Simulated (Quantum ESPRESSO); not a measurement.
# Zone-centre optical phonons of zinc-blende BAs under biaxial strain in the (001) plane: LDA linear response

Whether the strain in a BAs film can be read from a Raman line with a single constant depends on how straight the line of frequency against strain is, and on which component of the mode is observed. The question matters wherever BAs is considered as a heat-spreading layer, since a film bonded to another material is strained by mismatch and by cooling. The calculation stretches or compresses the crystal equally along x and y, lets z relax to zero stress, and follows the optical mode as it divides into a singlet polarised along z and a doublet polarised in the plane. Shifts are counted from the unstrained crystal at the same level, 700.92 cm⁻¹, and tension is positive. The table holds no measured frequencies, so it tests the calibration's shape and not its absolute accuracy.

## Systems and settings

One crystal, BAs (zinc-blende) (known phase), relaxed once; z is the cube axis [001]. The cell was strained equally along x and y, with the z edge set so that the stress along z vanishes. Forces on the atoms are under 0.01 eV/Å in every row. Program: Quantum ESPRESSO 7.5, plane waves, LDA, PseudoDojo norm-conserving potentials, scalar-relativistic, no spin-orbit coupling, no spin; linear response. Plane-wave runs: cutoff 1197 eV; k meshes with a least product of divisions and cell-vector length from 25 to 27 Å; fixed occupations. The tabled runs alone: cutoff 1197 eV, k length 26 to 27 Å, k mesh 8×8×8.

Notes on method and selection:

- Harmonic values at the static lattice; measured values carry thermal expansion and anharmonic shifts at their temperature.
- For a cubic two-atom crystal the shifts follow, to first order in strain, the phonon deformation potentials p and q: singlet Δω = [p·ε_zz + q·(ε_xx + ε_yy)]/(2ω₀), doublet Δω = [p·ε_xx + q·(ε_yy + ε_zz)]/(2ω₀).
- In a polar crystal the macroscopic field, left out here, lifts whichever component is longitudinal for the scattering geometry, at rest by 4.0 cm⁻¹.
- Runs that did not converge, have known faults or may not be shown are not listed, and runs on Ansatz's PAW sets soft_1 and soft_2 are kept to separate tables.

Columns:

- biaxial strain (%): equal strain along x and y; tension positive.
- strain along z (%): strain along z that goes with it.
- stress (GPa): stress along x, tension positive.
- singlet mode (cm⁻¹): zone-centre optical mode, singlet, polarised along z; no LO-TO term, no sum rule.
- doublet mode (cm⁻¹): zone-centre optical mode, doublet, polarised in the x-y plane; no LO-TO term, no sum rule.
- splitting (cm⁻¹): singlet minus doublet.

Input lines of one member:

```
phonons
 &inputph
    prefix='x',
    outdir='./tmp',
    fildyn='s.dyn',
    tr2_ph=1.0d-18,
    epsil=.true.,
 /
0.000000000000 0.000000000000 0.000000000000
```

Command (options for logging and memory left out): `OMP_NUM_THREADS=1 mpirun -n 4 ph.x -nk 4 -in ph.in > ph.out`

## Results

| member | biaxial strain (%) | strain along z (%) | stress (GPa) | singlet mode (cm⁻¹) | doublet mode (cm⁻¹) | splitting (cm⁻¹) |
| --- | --- | --- | --- | --- | --- | --- |
| −3.0 % | −3 | 1.56 | −10.93 | 732.51 | 731.23 | 1.28 |
| −2.0 % | −2 | 1.04 | ? | ? | ? | ? |
| −1.0 % | −1 | 0.52 | −3.37 | 711.13 | 711.41 | −0.28 |
| +0.0 % | 0 | 0.00 | 0.01 | 700.92 | 700.92 | 0.00 |
| +1.0 % | 1 | −0.53 | 3.14 | 691.12 | 690.16 | 0.96 |
| +2.0 % | 2 | −1.05 | 6.05 | 681.53 | 678.97 | 2.56 |
| +3.0 % | 3 | −1.58 | 8.74 | 672.28 | 667.47 | 4.81 |

Cells marked ? are withheld until the estimate has been made.

Least-squares fits to the members shown, with x = biaxial strain (%); R² and errors in the fitted variable (y, or ln y where the fit is in ln y):

| y | members | fit | R² | rms residual | leave-one-out rms | the same for the mean of the others |
| --- | --- | --- | --- | --- | --- | --- |
| singlet mode (cm⁻¹) | 6 | y = 701.6 − 10.03 x | 1.00 | 0.60 | 1.2 | 24 |
| doublet mode (cm⁻¹) | 6 | y = 700.24 − 10.628 x | 1.00 | 0.66 | 1.3 | 25 |

## What drives the series

Both components fall at every step from compression to tension. Between −1 % and +1 % the singlet changes by (691.12 − 711.13) / 2 = −10.0 cm⁻¹ per per cent of strain and the doublet by (690.16 − 711.41) / 2 = −10.6 cm⁻¹ per per cent.

The common part of the shift follows the volume. One per cent of biaxial tension shortens z by about 0.53 %, so the volume grows by about 2 × 1 − 0.53 = 1.47 % and each bond lengthens by a third of that, 1.47 / 3 = 0.49 %. Longer bonds are softer. The mean of the three modes falls by (10.0 + 2 × 10.6) / 3 = 10.4 cm⁻¹, which gives a Grüneisen parameter of 10.4 / (700.92 × 1.47 / 100) = 1.0.

The splitting is much smaller, and its origin is less simple. All four bonds of an atom stay equal in length but tilt towards the plane under tension. With bond-stretching springs alone, the stiffness along an axis goes as the square of the bonds' direction cosine, and the frequency as the root of the stiffness. To first order the tilt would then put the singlet below the doublet by the frequency times the difference between the in-plane strain and the strain along z, 700.92 × (1 + 0.53) / 100 = 10.7 cm⁻¹ at +1 %. The table has it above, by 0.96 cm⁻¹ at +1 %. Forces that depend on bond angles, or reach beyond nearest neighbours, must therefore outweigh the tilt; which of them does so is left open.

The splitting is also far from linear. It is 0.96 cm⁻¹ at +1 % and 1.28 cm⁻¹ at −3 %, so its size and sign do not identify the sign of the strain. The shift of either line does.

In backscattering from a (001) surface the allowed mode is the one polarised along z, so the singlet slope applies: a shift of 1 cm⁻¹ corresponds to 0.10 % of strain. That mode is then longitudinal, and its reference must include the 4.0 cm⁻¹ lift by the macroscopic field; any change of this lift with strain is missing from the slope. The constant serves for small strains. At +3 % it predicts a fall of 30.0 cm⁻¹ where the table gives 28.64 cm⁻¹, an error of about 0.14 % in strain.

## A prediction

Plain estimates from the members shown:

- −2.0 %, fit at x = −2: 721.66 cm⁻¹
- −2.0 %, straight-line interpolation between −3.0 % and −1.0 %: w = (−2 − (−3)) / (−1 − (−3)) = 0.500, so 732.51 + 0.500 × (711.13 − 732.51) = 721.82 cm⁻¹

The member at −2 % lies midway between two shown members, so interpolation is the natural route, but the singlet curve is bent. Its slope weakens from −10.69 cm⁻¹ per per cent between −3 % and −1 % to −9.25 between +2 % and +3 %. A chord across such a curve runs above it, and the straight-line value of 721.82 cm⁻¹ is therefore slightly high.

The bend can be taken from the second differences at 0, +1 and +2 %, which are 711.13 + 691.12 − 2 × 700.92 = 0.41, 700.92 + 681.53 − 2 × 691.12 = 0.21 and 691.12 + 672.28 − 2 × 681.53 = 0.34 cm⁻¹, with a mean of (0.41 + 0.21 + 0.34) / 3 = 0.32 cm⁻¹. At the midpoint of a chord two per cent wide, the excess is half the second difference: 721.82 − 0.32 / 2 = 721.66 cm⁻¹.

The same correction can be tried on the members at 0, +1 and +2 %, each time with the bend taken from the other two second differences. The misses are 0.07, 0.08 and 0.02 cm⁻¹, or 0.06 cm⁻¹ root mean square, and this is taken as the error.

The linear fit gives the same 721.66 cm⁻¹, but that agreement adds no support. The fit lies below the calculated value at −3 % and above it at −1 %, so it has to cross the curve somewhere between them, and its typical residual is 0.60 cm⁻¹.

**Committed estimate, −2.0 %: singlet mode = 721.66 ± 0.06 cm⁻¹.**

## The answer

| member | biaxial strain (%) | strain along z (%) | stress (GPa) | singlet mode (cm⁻¹) | doublet mode (cm⁻¹) | splitting (cm⁻¹) |
| --- | --- | --- | --- | --- | --- | --- |
| −2.0 % | −2 | 1.04 | −7.01 | 721.66 | 721.52 | 0.14 |

| member | estimate | singlet mode (cm⁻¹) | computed | estimate − computed | miss in error bars |
| --- | --- | --- | --- | --- | --- |
| −2.0 % | committed | 721.66 | 721.66 | 0.00 | 0.0 |
| −2.0 % | fit | 721.66 | 721.66 | 0.00 |  |
| −2.0 % | interpolation | 721.82 | 721.66 | +0.16 |  |

The estimate of 721.66 cm⁻¹ agrees with the computed value to the last printed digit, well inside its error bar of 0.06 cm⁻¹. So close a hit is partly chance, since the same route missed by up to 0.08 cm⁻¹ on the shown members. Straight-line interpolation came out 0.16 cm⁻¹ too high, as expected for a chord across this curve. The linear fit did as well as the committed estimate.

The argument that held is that the bend found from 0 to +2 % carries over to compression. The second difference at −2 % is 732.51 + 711.13 − 2 × 721.66 = 0.32 cm⁻¹, equal to the mean that was assumed.

The new row also shows how little the splitting says about strain. The singlet lies 0.14 cm⁻¹ above the doublet at −2 % and 0.28 cm⁻¹ below it at −1 %, so a nearly unsplit line can belong to a strongly compressed crystal.

## Departures from the trend

Least-squares fits to the whole series, with x = biaxial strain (%); R² and errors in the fitted variable (y, or ln y where the fit is in ln y):

| y | members | fit | R² | rms residual | leave-one-out rms | the same for the mean of the others |
| --- | --- | --- | --- | --- | --- | --- |
| singlet mode (cm⁻¹) | 7 | y = 701.6 − 10.03 x | 1.00 | 0.56 | 0.91 | 23 |
| doublet mode (cm⁻¹) | 7 | y = 700.24 − 10.630 x | 1.00 | 0.61 | 1.0 | 25 |

Largest departures from the fit to the whole series:

| member | singlet mode (cm⁻¹) | fit | computed − fit | in rms residuals |
| --- | --- | --- | --- | --- |
| −3.0 % | 732.51 | 731.69 | +0.82 | 1.5 |
| +3.0 % | 672.28 | 671.51 | +0.77 | 1.4 |
| +0.0 % | 700.92 | 701.60 | −0.68 | 1.2 |
| −1.0 % | 711.13 | 711.63 | −0.50 | 0.9 |

The largest departures, +0.82 cm⁻¹ at −3 % and +0.77 cm⁻¹ at +3 %, belong to a regular pattern: the computed values lie above the line at both ends and below it in the middle, by 0.68 cm⁻¹ at rest. This is what a straight line leaves over from a smooth curve. A parabola with the second difference of 0.32 cm⁻¹ departs from its fitted line by 0.16 × (x² − 4), which is 0.16 × (9 − 4) = 0.80 cm⁻¹ at ±3 %, 0.16 × (0 − 4) = −0.64 cm⁻¹ at rest and zero at ±2 %. That is why the linear fit did so well at −2 %.

The bend is not a plain effect of volume. The singlet's fall slows towards tension, from 10.85 to 9.25 cm⁻¹ per per cent between the first and last steps, while the doublet's quickens from 9.71 to 11.50. A stiffness set by volume alone would bend both alike, so the second-order response must depend on direction.

## Summary

From −3 to +3 % the singlet follows 700.92 − 10.03 x + 0.16 x² (cm⁻¹, x in per cent) to within 0.07 cm⁻¹ in every row, against an rms residual of 0.56 cm⁻¹ for the straight line. A further member inside this range can be estimated to about 0.1 cm⁻¹ at the same level of theory.

In terms of stress, the slope between −1 and +1 % is (691.12 − 711.13) / (3.14 + 3.37) = −3.07 cm⁻¹ per GPa of biaxial stress, so a shift of 1 cm⁻¹ stands for about 0.33 GPa.

No omitted effect is expected to exceed the 60 cm⁻¹ that the singlet covers here, but the boron isotope comes nearest. From the reduced masses, pure ¹⁰B puts the line roughly 30 cm⁻¹ above pure ¹¹B, as much as 3 % of compression would. The unstrained reference must therefore have the same isotopic make-up as the film, and be measured at the same temperature.

[Logs are printed without paths, hosts, clocks, repeated set-up lines and the standing remarks that a program may print on its own settings, such as how far it seeks lower states.]
